# $g$ factors in $jj$ and intermediate coupling: Hg $6s6p$, $J=1$

**Conventions.** $H_Z=\mu_BB\,(L_z+g_sS_z)$, angular momenta in units of $\hbar$, $g_s=2.00232$, infinite nuclear mass, nuclear spin zero. Weak field: $\langle H_Z\rangle=g\mu_BBM$. Energies are quoted as $E/h$ in THz.

Approximate level positions above the ground state, taken as inputs and named by the dominant term:

| $^3P_0$ | $^3P_1$ | $^3P_2$ | $^1P_1$ | ionisation limit |
|---|---|---|---|---|
| $E_0=1128.6$ | $E_-=1181.6$ | $E_2=1320.4$ | $E_+=1620.9$ | $2523.8$ |

At 1 T, $\mu_BB/h=14.0$ GHz, against $E_--E_0=53.0$ THz. Second-order shifts are of order 3.7 MHz and even in $B$; they cancel in the $M=\pm1$ difference.

## 1. Estimate by hand

- Take $g_s=2$. Pure $^1P_1$: no spin, $g=1$. Pure $^3P_1$: $L=S$, orbit and spin project equally on $\mathbf J$, $g=3/2$.
- Spin-orbit coupling $\zeta\,\mathbf l\cdot\mathbf s_p$ spreads the triplet over $3\zeta/2\approx190$, so $\zeta\approx127$.
- It also couples the two $J=1$ states, by $V=\zeta/\sqrt2\approx90$ (derived below), across a gap of about 440.
- Singlet weight in the lower level: $(90/440)^2\approx0.042$. Loss of $g$: half of that, 0.021.
- $g_-\approx1.48$, $g_+\approx1.02$. What one level loses the other gains.

## 2. Careful calculation

**Projection.** Let $\mathbf J=\mathbf j_1+\mathbf j_2$ with sharp $j_1,j_2$. Within a level $J>0$, $\langle j_{1z}\rangle=M\langle\mathbf j_1\cdot\mathbf J\rangle/J(J+1)$, and $2\,\mathbf j_1\cdot\mathbf J=\mathbf J^2+\mathbf j_1^2-\mathbf j_2^2$. If part $i$ carries the factor $g_i$,
$$g=g_1\frac{J(J+1)+j_1(j_1+1)-j_2(j_2+1)}{2J(J+1)}+g_2\frac{J(J+1)+j_2(j_2+1)-j_1(j_1+1)}{2J(J+1)}.$$

**$LS$ limit.** Parts $L,S$ with factors $1,g_s$: $g(^3P_1)=(1+g_s)/2=1.50116$, $g(^1P_1)=1$.

**$jj$ limit.** First $l,s$ for each electron: $g(s_{1/2})=g_s$, $g(p_{1/2})=(4-g_s)/3$, $g(p_{3/2})=(2+g_s)/3$. Then the two electrons:

- $(\tfrac12,\tfrac12)_1$: weights $\tfrac12,\tfrac12$, $g=(2+g_s)/3=1.33411$.
- $(\tfrac12,\tfrac32)_1$: weights $-\tfrac14,\tfrac54$, $g=(5+g_s)/6=1.16705$.

**Intermediate coupling.** $|\psi_k JM\rangle=\sum_{\gamma LS}c^{(k)}_{\gamma LS}|\gamma LSJM\rangle$, with $\gamma$ any further label. $L_z$ and $S_z$ commute with $\mathbf L^2$ and $\mathbf S^2$ and do not act on $\gamma$, so at fixed $J,M$ the operator $H_Z$ is diagonal in this basis:
$$g_k=\sum_{\gamma LS}|c^{(k)}_{\gamma LS}|^2\,g(LSJ).$$
The $jj$ basis has no such property: $j_i^2$ does not commute with $l_{iz}+g_ss_{iz}$. Here the cross element has magnitude $\sqrt2(g_s-1)/6=0.236$ in units of $\mu_BBM$.

**Sum rule.** The matrix $c$ is unitary, $\sum_k|c^{(k)}_{\gamma LS}|^2=1$, so $\sum_kg_k=\sum_{\gamma LS}g(LSJ)$: the trace of $H_Z$ in the $(J,M)$ block. It holds for any coupling, in weak field, within a closed set of states; if configurations mix, the sum must run over all of them. Both limits give $(3+g_s)/2=2.50116$.

**Energy matrix.** Within the triplet $\mathbf s_p\to\mathbf S/2$, so the shifts are $\tfrac\zeta2\langle\mathbf L\cdot\mathbf S\rangle=-\zeta,-\zeta/2,+\zeta/2$ for $J=0,1,2$, and zero in the singlet. The $J=1$ block of $\mathbf l\cdot\mathbf s_p$ must have eigenvalues $-1$ ($p_{1/2}$) and $\tfrac12$ ($p_{3/2}$); its determinant $-\tfrac12$ fixes the squared off-diagonal element at $\tfrac12$. Singlet and triplet may have different $6p$ radial functions, described by a factor $\lambda$ (King and Van Vleck, 1939). In the basis $(^3P_1,{}^1P_1)$:
$$H=\begin{pmatrix}a&V\\V&b\end{pmatrix},\quad a=E_0+\zeta/2,\quad |V|=\lambda\zeta/\sqrt2,\quad \zeta=\tfrac23(E_2-E_0).$$
The sign of $V$ is a phase choice. With singlet weight $\sin^2\theta$ in the lower level, $a=E_-\cos^2\theta+E_+\sin^2\theta$. Define $\delta=a-E_-$, $\Delta=E_+-E_-$:
$$\sin^2\theta=\delta/\Delta,\qquad V^2=\Delta^2\sin^2\theta\cos^2\theta=\delta(\Delta-\delta),$$
$$g_-=\frac{1+g_s}{2}-D,\qquad g_+=1+D,\qquad D=\frac{g_s-1}{2}\sin^2\theta .$$
Limit test: $\lambda=1$ and no exchange splitting ($b=E_0+\zeta$) give $\sin^2\theta=1/3$ and the $jj$ values.

**Numbers.** $\zeta=127.9$, $a=1192.5$, $b=E_-+E_+-a=1610.0$, $\Delta=439.3$, $\delta=10.9$. Then $\sin^2\theta=0.0249$, $|V|=68.4$ against $\zeta/\sqrt2=90.4$, $\lambda=0.757$, $D=0.0125$:
$$g_-=1.489,\qquad g_+=1.012 .$$
The model's lower level splits by 20.8 GHz per unit $M$ at 1 T. Four parameters ($E_0,\zeta,b,\lambda$) were fitted to four levels, so the energies do not test the model. Hg $6s6p$ lies much nearer $LS$ ($\sin^2\theta=0$) than $jj$ ($1/3$).

## 3. Why the two differ

With a fourth decimal kept for bookkeeping: $g_-=1.4791$ (estimate, $D=0.0209$) against 1.4887. The difference 0.0096 is 0.0012 from $g_s\neq2$ in $g(^3P_1)$ plus 0.0084 from $D$. Since $\sin^2\theta=(V/\Delta)^2/\cos^2\theta$, the ratio of the two $D$ values, 0.596, factorises exactly:

| source | factor |
|---|---|
| $\lambda^2$ | 0.573 |
| $1/\cos^2\theta$ (beyond lowest order) | 1.026 |
| rounding of $\zeta/\sqrt2$ and $\Delta$ | 1.012 |
| $g_s-1$ | 1.002 |

- Rounding and perturbation order are minor. The estimate assumed one $6p$ function, $\lambda=1$, and $\lambda$ enters squared.
- The input levels exclude $\lambda=1$ within this model: at the given $\Delta$ it needs $\delta=19.5$, not 10.9, and gives $g_-=1.479$.
- Size of $\lambda$: exchange raises the singlet, so its $6p$ electron is less bound and has less amplitude near the nucleus, where the spin-orbit integral arises. That amplitude scales roughly as $n^{*-3/2}\propto\varepsilon^{3/4}$, with $n^*$ the effective quantum number and $\varepsilon$ the binding energy. From the ionisation limit, with the triplet before spin-orbit splitting at $E_0+\zeta=1256.5$: $\varepsilon_T=1267$, $\varepsilon_S=914$, $\lambda\approx(\varepsilon_S/\varepsilon_T)^{3/4}=0.78$. This crude scaling supplies most of the reduction.
- $g_-$ itself moves by under 1 per cent because mixing is a small correction to $3/2$. For $g_s=2$ the sum is $5/2$ in both treatments: the sum rule is blind to $\lambda$.

**Limits.** $\delta$ is a small difference that relies on the interval rule for the triplet. Mixing with other configurations, such as $5d^96s^26p$, and spin-spin terms displace $a$; each THz changes $D$ by 0.0011, or 9 per cent. Relativistic corrections to $H_Z$, on the scale $\alpha^2=5\times10^{-5}$ times a modest factor, are smaller. The third decimal of 1.489 and 1.012 is therefore the model's, not mercury's; the span 1.479 to 1.489 between the two treatments of $V$ shows the model dependence of $g_-$.